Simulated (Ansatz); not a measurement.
## TiN: the change of energy above lowest point with volume scale

Free energy against uniform scaling of the volume at fixed shape and fractions; periodic cell, basis, potentials, k mesh and filling as listed. The results are calculated, by Ansatz 0.2.0.

The cell before it is scaled or strained (space group Fm-3m, No. 225):
```
cell vectors (Å)
   0.0000     2.1190     2.1190
   2.1190     0.0000     2.1190
   2.1190     2.1190     0.0000
atoms (fractions of the cell vectors)
Ti  0.00000  0.00000  0.00000
N   0.50000  0.50000  0.50000
```

Settings of every row: functional LDA; dispersion none; potentials PAW; wave cutoff 517.02 eV; density cutoff 2068.1 eV; k mesh 12x12x12; k shift 0x0x0; occupations cold; smearing width 0.1 eV; spin none.

Limits: coarse k mesh, up to 40 meV an atom off; odd electron count without spin.

```
row  volume scale  V (Å³/atom)  energy above lowest point (meV/atom)
  1          0.88        8.373                                  61.8
  2          0.92        8.753                                     ?
  3          0.96        9.134                                     0
  4             1        9.515                                  19.3
  5          1.04        9.895                                  63.4
  6          1.08       10.276                                 127.4
  7          1.12       10.656                                 207.4
```

Question: what energy above lowest point should row 2 give?

Worked fit of energy above lowest point. Take u = (V_r/V)^(2/3) − 1 with V_r = 9.705 Å³ an atom, which is twice the finite (Eulerian) strain; such expansions in the strain, on which the Birch-Murnaghan equation of state is built, carry the rest volume and the bulk modulus. The shown rows have u = 0.10343, 0.04125, 0.01327, -0.01284, -0.0374, -0.06042. Least squares give energy above lowest point = 38.56 − 1694.48 × u + 18329.7 × u² + 2176 × u³ meV/atom; a parabola predicts inner rows, each left out in turn, worse (root mean square 0.36 against 0.086 meV/atom). The rows lie off it by 0.0, 0.0, 0.0, 0.1, -0.1, 0.0. Its lowest point lies at u = 0.0458, or V = 9.074 Å³ an atom, and the curvature there gives the bulk modulus at fixed shape and fractions, B = (4/9)(1 + u)² E″(u)/V = 320 GPa. The withheld row has u = 0.07125, so the fit gives 38.56 − 1694.48 × (0.07125) + 18329.7 × (0.07125)² + 2176 × (0.07125)³ = 11.7 meV/atom.

The calculation gave 11.6 meV/atom. The fit lies 0.1 meV/atom (0.048 % of the column's range) above it, one unit of the last digit.
